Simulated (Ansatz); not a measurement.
## Rh: Grüneisen parameters and expansion

All numbers below come from DFT LDA, scalar-relativistic, plane waves, PAW (Ansatz 0.2.0). Plane waves to 420 eV; Γ-centred k mesh 20×20×20; Fermi-Dirac smearing of 0.15 eV. No spin polarisation. Phonons by linear response, acoustic sum rule imposed.

Relaxed structure:
```cif
data_structure
_symmetry_space_group_name_H-M 'Fm-3m'
_symmetry_Int_Tables_number 225
_cell_length_a 3.7575
_cell_length_b 3.7575
_cell_length_c 3.7575
_cell_angle_alpha 90.000
_cell_angle_beta 90.000
_cell_angle_gamma 90.000
_cell_volume 53.05
loop_
_atom_site_label
_atom_site_type_symbol
_atom_site_symmetry_multiplicity
_atom_site_Wyckoff_symbol
_atom_site_fract_x
_atom_site_fract_y
_atom_site_fract_z
_atom_site_occupancy
Rh1 Rh 4 a 0.00000 0.00000 0.00000 1
```

In a metal, frequencies depend on the k mesh and the smearing, soft modes most.

Phonons on a 2×2×2 q mesh at 0.98, 1 and 1.02 times the equilibrium volume give γ = −d ln ν/d ln V, modes matched by rank. The cell has V = 13.26 Å³ with 1 atom and B = 313 GPa. Points of the mesh (fractions of the reciprocal vectors) with their weights out of 8; the acoustic modes at Γ are left out:

| q | weight | ν (cm⁻¹) | γ | degeneracy |
| --- | --- | --- | --- | --- |
| 0.00 0.00 -0.50 | 4 | 142 | 1.95 | 2 |
| 0.00 0.00 -0.50 | 4 | 253 | 2.81 | 1 |
| 0.00 -0.50 -0.50 | 3 | 190 | 2.31 | 2 |
| 0.00 -0.50 -0.50 | 3 | 239 | 2.90 | 1 |

Question: Work out the volume expansion coefficient at 50, 100, 300 and 800 K in Grüneisen's theory.

Answer: Each mode holds c = k_B x² eˣ/(eˣ − 1)², x = hcν/k_BT (k_B = 0.695 cm⁻¹/K). Weighted over the mesh, C_V = Σ c, γ̄ = Σ cγ/C_V and α_V = γ̄ C_V/(BV):
```tsv
T (K)	C_V (k_B a cell)	γ̄	α_V (10⁻⁶/K)
50	0.42	2.11	2.9
100	1.46	2.26	11.0
300	2.44	2.34	19.0
800	2.60	2.35	20.3
```

The classical limit of C_V is 3n = 3 k_B, less the 3/8 k_B of the three modes left out, which leaves C_V and α_V about 12 % low even at high temperature. All γ are positive, so the crystal expands at every temperature. For a cubic crystal the linear coefficient is a third of α_V. A mesh this coarse misses long acoustic waves, so the low-temperature rows are rough; B and γ are held at their static values, and the electrons' part is left out.

Question: The zero-point energy of the cell, summed on a denser interpolated mesh, is 34.837, 33.172 and 31.559 meV at the three volumes. How far does it expand the lattice at 0 K?

Answer: P_zp = −dE_zp/dV = 3.278 meV / (0.531 Å³) × 0.16022 GPa Å³/meV = 0.990 GPa, so ΔV/V = P_zp/B = 0.32 %. This share is taken off a measured low-temperature volume before it is compared with a static calculation.

Cost: 6 runs of about 4.6 core-minutes in all, on Intel Xeon Platinum 8259CL (Skylake/Cascade Lake) (shared hosts).

Thermal expansion in rhodium follows the filling of its vibrational modes far more than any change in their average anharmonicity: between 50 and 800 K, C_V rises from 0.42 to 2.60 k_B, while γ̄ only moves from 2.11 to 2.35. That small drift arises because the soft transverse modes, which have the lower γ, are excited first. At both wavevectors the longitudinal mode has the larger γ, probably because it stretches and compresses nearest-neighbour bonds more directly and so feels the steep short-range repulsion. Frequency alone does not set the order, since the 239 cm⁻¹ mode has a larger γ than the one at 253 cm⁻¹. Zero-point motion weights the stiff longitudinal modes more heavily than low-temperature heat does.

The modest expansion fits the strong d-band cohesion of a metal with a large bulk modulus. However, 313 GPa lies above the measured stiffness, as expected from LDA overbinding, and this probably biases both the thermal expansion and the zero-point shift low.
